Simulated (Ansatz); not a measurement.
## FeNi3: energy above lowest point as volume scale varies

Results calculated with Ansatz 0.2.0, not measured. Free energy against uniform scaling of the volume at fixed shape and fractions; periodic cell, basis, potentials, k mesh and filling as listed.

The cell before it is scaled or strained (space group Fm-3m, No. 225):
```
CELL_PARAMETERS angstrom
0.00000 2.79040 2.79040
2.79040 0.00000 2.79040
2.79040 2.79040 0.00000
ATOMIC_POSITIONS crystal
Fe 0.00000 0.00000 0.00000
Ni 0.75000 0.75000 0.75000
Ni 0.25000 0.25000 0.25000
Ni 0.50000 0.50000 0.50000
```

Settings of every row: functional r2SCAN; dispersion none; potentials PAW; wave cutoff 600 eV; density cutoff 2400 eV; k mesh 7x7x7; k shift 0x0x0; occupations cold; smearing width 0.1 eV; spin collinear; SCF threshold exponent -8.

Limits: coarse k mesh, up to 40 meV an atom off; state may not be the lowest; the cell comes from a prototype or a list of computed structures and needn't be the stable phase.

```
row  volume scale  V (Å³/atom)  energy above lowest point (meV/atom)
  1          0.88         9.56                                 132.3
  2          0.92        9.994                                  54.6
  3          0.96       10.429                                  13.3
  4             1       10.863                                     0
  5          1.04       11.298                                   7.7
  6          1.08       11.733                                     ?
  7          1.12       12.167                                  74.1
```

Question: what energy above lowest point should row 6 give?

Worked fit of energy above lowest point. Take u = (V_r/V)^(2/3) − 1 with V_r = 10.646 Å³ an atom, which is twice the finite (Eulerian) strain; such expansions in the strain, on which the Birch-Murnaghan equation of state is built, carry the rest volume and the bulk modulus. The shown rows have u = 0.07437, 0.04303, 0.01382, -0.01336, -0.03885, -0.08518. Least squares give energy above lowest point = 3.44 + 530 × u + 16021 × u² meV/atom; a straight line predicts inner rows, each left out in turn, worse (root mean square 39 against 1.3 meV/atom). The rows lie off it by 0.8, -1.3, -0.5, 0.8, 0.7, -0.4 (root mean square 0.8 meV/atom). The withheld row has u = -0.06276, so the fit gives 3.44 + 530 × (-0.06276) + 16021 × (-0.06276)² = 33.3 meV/atom.

The calculation gave 33.4 meV/atom. The fit lies 0.1 meV/atom (0.076 % of the column's range) below it, one unit of the last digit.
